## The 2s–2p gap along the carbon isoelectronic sequence

An orbital eigenvalue $\varepsilon$ in Hartree–Fock theory is the energy of one electron in the field of the nucleus and the averaged Coulomb and exchange field of the other electrons. The gap is $\varepsilon(2s)-\varepsilon(2p)$, negative when 2s lies deeper. The mean radius $\langle r\rangle$ is the expectation value of the electron–nucleus distance in an orbital, and $Z$ is the nuclear charge. All values come from non-relativistic Hartree–Fock calculations averaged over the configuration $1s^2 2s^2 2p^2$.

Eigenvalues and mean radii of the 2s and 2p orbitals in the carbon isoelectronic sequence, all rows in the configuration [He] 2s2 2p2. Calculated with B-spline radial code 1 for a spherical atom with a point nucleus, using non-relativistic Hartree-Fock averaged over the configuration, at the basis-set limit.

```tsv
species	Z	charge (e)	ε(2p) (eV)	ε(2s) (eV)	ε(2s) − ε(2p) (eV)	<r>(2p) (bohr)	<r>(2s) (bohr)	<r>(2s)/<r>(2p)
C	6	0	-11.0723	-19.3762	-8.3039	1.7425	1.5858	0.91007
N+	7	1	-29.1673	-39.9392	-10.7719	1.2560	1.2515	0.99643
O2+	8	2	-54.2718	-67.6033	-13.3315	0.99157	1.0331	1.0419
F3+	9	3	-86.2912	-102.207	-15.9160	0.82195	0.87986	1.0704
Ne4+	10	4	-125.183	-143.691	-18.5084	0.70302	0.76643	1.0902
Mg6+	12	6	-223.500	-247.198	-23.6980	0.54635	0.60964	1.1158
Al7+	13	7	-282.903	-309.195	-26.2924	0.49185	0.55316	1.1246
Si8+	14	8	-349.126	-378.012	-28.8860	0.44733	0.50628	1.1318
P9+	15	9	-422.166	-453.644	-31.4788	0.41027	0.46676	1.1377
S10+	16	10	-502.019	-536.090	-34.0706	0.37892	0.43297	1.1427
Cl11+	17	11	-588.684	-625.346	-36.6618	0.35205	0.40376	1.1469
Ar12+	18	12	-682.159	-721.411	-39.2522	0.32875	0.37825	1.1505
K13+	19	13	-782.442	-824.284	-41.8421	0.30837	0.35577	1.1537
Ca14+	20	14	-889.533	-933.964	-44.4314	0.29037	0.33582	1.1565
Sc15+	21	15	-1003.43	-1050.45	-47.0201	0.27437	0.31800	1.1590
Ti16+	22	16	-1124.14	-1173.74	-49.6085	0.26004	0.30197	1.1612
V17+	23	17	-1251.65	-1303.84	-52.1964	0.24714	0.28748	1.1632
```

From C to V$^{17+}$ the 2p eigenvalue grows a hundredfold, the gap only sixfold, from 8 to 52 eV in size. The gap widens by about 2.6 eV per proton and falls from 75% to 4% of $|\varepsilon(2p)|$. The ratio of the radii climbs from 0.91 towards $6/5$. No row shows a kink. Carbon departs most from the smooth pattern, by 0.1 to 0.2 eV in the gap and 15% in the 2p radius.

### The limit of large Z

With lengths in units of $1/Z$ and energies in $Z^2$, the repulsion between electrons carries a factor $1/Z$ and becomes a perturbation of the hydrogenic problem:

$$\varepsilon = -\frac{Z^2}{8} + \varepsilon_1 Z + \varepsilon_2 + \frac{\varepsilon_3}{Z} + \dots \quad \text{(hartree)}.$$

The leading term is the same for 2s and 2p and cancels, so the gap starts linear in $Z$ and its share of the eigenvalue dies as $1/Z$. The coefficient $\varepsilon_1$ is the repulsion evaluated with hydrogenic orbitals, a sum of direct Slater integrals $F^k$ and exchange integrals $G^k$. The 2s electron meets two 2p electrons and the 2p electron two 2s electrons, so these terms cancel as well, and

$$\Delta\varepsilon_1 = \big[F^0(2s,2s) - F^0(2p,2p) + \tfrac{2}{25}F^2(2p,2p)\big] + \big[2F^0(1s,2s) - 2F^0(1s,2p) - G^0(1s,2s) + \tfrac13 G^1(1s,2p)\big].$$

The hydrogenic integrals for $Z=1$ are fractions. The first bracket, the repulsion within the $n=2$ shell, is $77/512 - 93/512 + 0.08\times 45/512 = -0.02422$ hartree, or $-0.659$ eV. The second, the interaction with the 1s core, is $2(17/81 - 59/243) - 16/729 + 112/6561 = -0.07072$ hartree, or $-1.924$ eV. The slope is their sum, $-2.5834$ eV per unit of $Z$, with nothing fitted. The last step of the table, Ti$^{16+}$ to V$^{17+}$, is $-2.5879$ eV, 0.17% steeper. Since the expansion is one of the same Hartree–Fock equations, the agreement shows that first order governs the slope and says nothing about agreement with nature.

The second bracket is mainly penetration, with a small part from core exchange. A core electron shrunk to a point would repel 2s and 2p alike, by $\langle 1/r\rangle = 1/4$, and its direct repulsion would open no gap. The real 1s cloud repels 2p by $59/243 = 0.243$, almost the full amount, because the centrifugal barrier keeps 2p outside it. It repels 2s by only $17/81 = 0.210$, because the inner lobe of 2s lies inside the cloud. The core supplies 74% of the slope. For a neighbouring sequence the core bracket is unchanged, and each added 2p electron repels a 2p partner by $(93 - 3.6)/512$ but a 2s electron by only $(83 - 7.5)/512$, so the first-order slope steepens by roughly 0.7 eV per added electron.

### Sizing the departures in the gap

After the first-order term is subtracted, every row leaves between 7.20 and 7.34 eV, a spread of 0.139 eV, so that the gap is close to $-2.58\,(Z-2.8)$ eV throughout. The step per unit of $Z$ is 4.5% shallower than the limit from C to N$^+$ and 0.9% shallower from N$^+$ to O$^{2+}$. It then overshoots, most between Ne$^{4+}$ and Mg$^{6+}$ (0.44%), and relaxes steadily. The apparent jump of 5.19 eV between these two rows spans two units of $Z$.

A least-squares straight line through all rows misses carbon by 0.11 eV and no other row by more than 0.04 eV. A sharper measure keeps the theoretical slope and fits three terms by least squares to the rows with $Z\ge10$, where the series should converge fastest: $7.097 + 3.34/Z - 10.4/Z^2$ eV. These constants trade against each other and have no separate meaning. For carbon, which was not part of the fit, the model gives $-8.137$ eV against $-8.304$ eV in the table, a miss of 0.167 eV or 2% of the gap. The miss is 0.05 eV in N$^+$, 0.015 eV in O$^{2+}$ and 0.004 eV in F$^{3+}$, and below 0.001 eV in the fitted rows.

A miss that shrinks three- to fourfold per row marks a truncated series. To look for a kink, each row was predicted from all the others with a fifth-degree polynomial in $1/Z$. The inner rows come back within 1.2 meV (N$^+$) and within 0.2 meV from Mg$^{6+}$ on; carbon, an extrapolation, is off by 10 meV. In carbon and N$^+$ these residuals are more than twenty times the rounding of 0.05 meV, which fits truncation of the polynomial; from Mg$^{6+}$ on they are at most a few times the rounding.

### The radii and the cause of the carbon departure

Hydrogenic radii are $6/Z$ bohr for 2s and $5/Z$ for 2p, hence the limit $6/5$, which V$^{17+}$ misses by 3.1%. Screening constants $\sigma$ are defined by $\langle r\rangle(2s) = 6/(Z-\sigma_s)$ and $\langle r\rangle(2p) = 5/(Z-\sigma_p)$. First-order perturbation theory with the same potential, solved by the Dalgarno–Lewis method for the operator $r$, gives $\sigma_s = 2.102$ and $\sigma_p = 2.699$. Quadratic fits in $1/Z$ to the rows with $Z\ge10$ extrapolate to 2.10 and 2.70. For Ca$^{14+}$ the unfitted estimate of the ratio is $1.2\times17.301/17.898 = 1.1600$, against 1.1565 in the table.

This constant-screening model lies above the table in every row and fails at low charge. It gives carbon a ratio above 1, too high by 0.106, and puts the crossing at $Z = 5.7$, whereas the table crosses between N$^+$ and O$^{2+}$. The failure sits in 2p. From V$^{17+}$ to C, $\sigma_s$ rises by 0.09 and $\sigma_p$ by 0.36, and the radii of carbon exceed the first-order values by 3% and 15%. A plausible reading, not tested here, is that the more weakly bound orbital yields more to the field of the others. The far region, where the net charge seen in neutral carbon falls to one, does not set the size: the other valence electrons have mean radii as large as 2p itself, so most of the orbital lies where they screen only in part.

The crossing of radii is no crossing of energies, because the mean radius weights the tail while the gap, in first order, is made mostly near the core. The same calculations give a $\langle 1/r\rangle$ that is larger for 2s than for 2p by 4.2% in F$^{3+}$ and 0.8% in Ca$^{14+}$, although 2s has the larger $\langle r\rangle$ in both; in the hydrogenic limit the two are equal.

The self-consistent Slater integrals show that the gap is disturbed so much less than the 2p radius through a cancellation. Between F$^{3+}$ and P$^{9+}$ the $n=2$ bracket has a slope of $-0.719$ eV, steeper than its limit by 0.060, and the remainder a slope of $-1.875$ eV, shallower than the core bracket by 0.049. The two departures nearly cancel, and the small excess is the overshoot. The carbon integrals put the $n=2$ bracket at $+1.70$ eV, which gives slopes of $-0.94$ and $-1.59$ eV from C to F$^{3+}$, where the shallow remainder wins. The remainder contains the kinetic and nuclear terms of the relaxed orbitals as well as the core integrals, so it can't be called penetration alone at finite $Z$, and its shallowness need not come from the core integrals. It is obtained by subtraction, so the split locates the cancellation without proving its cause. The natural reading is that a 2p orbital that swells loses repulsion and nuclear attraction together.

### Why nothing breaks, and where something would

With occupations fixed, $Z$ enters the equations in scaled units only through $1/Z$, and the solution varies smoothly until it changes character. The growing curvature towards carbon suggests, as a guess, that the series is limited by the loss of 2p binding at smaller $Z$; a larger departure would then be expected for an anion. A change of ground configuration would give a true jump, but the eigenvalues alone can't announce it.

The smoothness is partly made by the method. Each row averages over $^3P$, $^1D$ and $^1S$. With frozen orbitals the $^3P$ term deepens 2p by $0.12F^2(2p,2p)$, 1.70 eV in F$^{3+}$ and 4.89 eV in Ca$^{14+}$, which takes 0.287 eV or 11% off the slope almost without bending it. The near-degeneracy mixing of $2s^2$ with $2p^2$ is absent, and its energy also grows roughly as $Z$. Relativity does bend the trend. The 2p splitting estimated as $1.5\zeta$, with $\zeta$ the spin-orbit parameter of the same calculations, is 0.6% of the gap in F$^{3+}$, 3.9% in P$^{9+}$ and 10% (4.6 eV) in Ca$^{14+}$. The mass-velocity and Darwin terms shift the gap itself by a similar amount: in the hydrogenic limit $2s_{1/2}$ coincides with $2p_{1/2}$, so 2s drops below the weighted mean of the 2p levels by two thirds of the splitting. For the most highly charged ions a single 2p level, and with it the linear law, describes the non-relativistic model and no longer the ion.

The 2p ionisation energy, computed as a difference of total energies, falls short of the tabulated value in every row, by 1.26 eV in C (measured) and by more at each higher charge (mostly semi-empirical values). The term shift is the larger part of this in every row, 1.70 of 2.00 eV in F$^{3+}$ and slightly more than the whole in P$^{9+}$ (3.45 against 3.37 eV). The rest, where correlation and relativity enter, falls from 0.48 eV in C to about zero in the middle of the table and rises to 2.6 eV in V$^{17+}$. This comparison has a visible kink at Si$^{8+}$, 0.17 eV off the mean of its neighbours, against quoted uncertainties of 0.06 to 0.09 eV. The computed side is smooth there, since it lies 1.13 eV below $-\varepsilon(2p)$ in Al$^{7+}$, Si$^{8+}$ and P$^{9+}$ alike, so the kink enters through the semi-empirical values. That it reflects their evaluation and no real effect is a guess.
